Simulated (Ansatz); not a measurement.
## Re: the change of energy less free atoms and pressure with volume per atom

Periodic Kohn-Sham DFT of a crystal at fixed atoms; pressure and stress are positive in compression; the energy is the free energy less that of spherical unpolarised free atoms; site moments are those in the method's own spheres, positive along +z. The results are calculated, by Ansatz 0.2.0.

Cell of the first row (space group Fm-3m, No. 225):
```
CELL_PARAMETERS angstrom
0.00000 1.93470 1.93470
1.93470 0.00000 1.93470
1.93470 1.93470 0.00000
ATOMIC_POSITIONS crystal
Re 0.00000 0.00000 0.00000
```

Settings of every row: method all-electron LAPW; functional LDA; relativity scalar; k mesh 14x14x14; filling fermi-dirac; smearing width 0.03 eV; basis error target 1 meV/atom; nucleus gaussian.

Atom start moment: 0 on all atoms.

Limits: no spin-orbit coupling on heavy atoms.

Limits of some rows: cell far from its zero-pressure volume (row 9, 10, 11).

```
row  volume per atom (Å³)  energy less free atoms (eV/atom)  pressure (GPa)
  1                14.483                          -12.8305          -3.059
  2                14.491                          -12.8303          -3.263
  3                14.791                           -12.817         -10.788
  4                14.945                          -12.8049         -14.334
  5                15.099                          -12.7895         -17.682
  6                15.407                                 ?               ?
  7                15.562                          -12.7252         -26.629
  8                15.716                          -12.6983         -29.278
  9                 15.87                           -12.669         -31.774
 10                16.024                          -12.6373         -34.126
 11                16.332                          -12.5674         -38.428
```

Question: what energy less free atoms and pressure should row 6 give?

Worked fit of energy less free atoms. Take u = (V_r/V)^(2/3) − 1 with V_r = 15.331 Å³ an atom, which is twice the finite (Eulerian) strain; such expansions in the strain, on which the Birch-Murnaghan equation of state is built, carry the rest volume and the bulk modulus. The shown rows have u = 0.03866, 0.03828, 0.02419, 0.01715, 0.01022, -0.00992, -0.0164, -0.02277, -0.02904, -0.04129. Least squares give energy less free atoms = −12.76051 − 3.2056 × u + 35.875 × u² + 5.9 × u³ eV/atom; a parabola predicts inner rows, each left out in turn, worse (root mean square 0.00011 against 2.5e-05 eV/atom). All shown rows lie on it to the printed digit. The withheld row has u = -0.00329, so the fit gives −12.76051 − 3.2056 × (-0.00329) + 35.875 × (-0.00329)² + 5.9 × (-0.00329)³ = -12.7496 eV/atom.

The calculation gave -12.7495 eV/atom. The fit lies 0.0001 eV/atom (0.038 % of the column's range) below it, one unit of the last digit.

Worked fit of pressure. Take u = (V_r/V)^(2/3) − 1 with V_r = 15.331 Å³ an atom, which is twice the finite (Eulerian) strain; such expansions in the strain, on which the Birch-Murnaghan equation of state is built, carry the rest volume and the bulk modulus. The shown rows have u = 0.03866, 0.03828, 0.02419, 0.01715, 0.01022, -0.00992, -0.0164, -0.02277, -0.02904, -0.04129. Least squares give pressure = −22.3622 + 444.133 × u + 1382.67 × u² + 1219 × u³ GPa; a parabola predicts inner rows, each left out in turn, worse (root mean square 0.022 against 0.0047 GPa). The rows lie off it by -0.004, 0.003, 0.004, -0.002, -0.005, 0.004, 0.001, -0.001, -0.002, 0.001 (root mean square 0.003 GPa). The withheld row has u = -0.00329, so the fit gives −22.3622 + 444.133 × (-0.00329) + 1382.67 × (-0.00329)² + 1219 × (-0.00329)³ = -23.808 GPa.

The calculation gave -23.819 GPa. The fit lies 0.011 GPa (0.031 % of the column's range) above it; its largest miss of a shown row is 0.005 GPa.
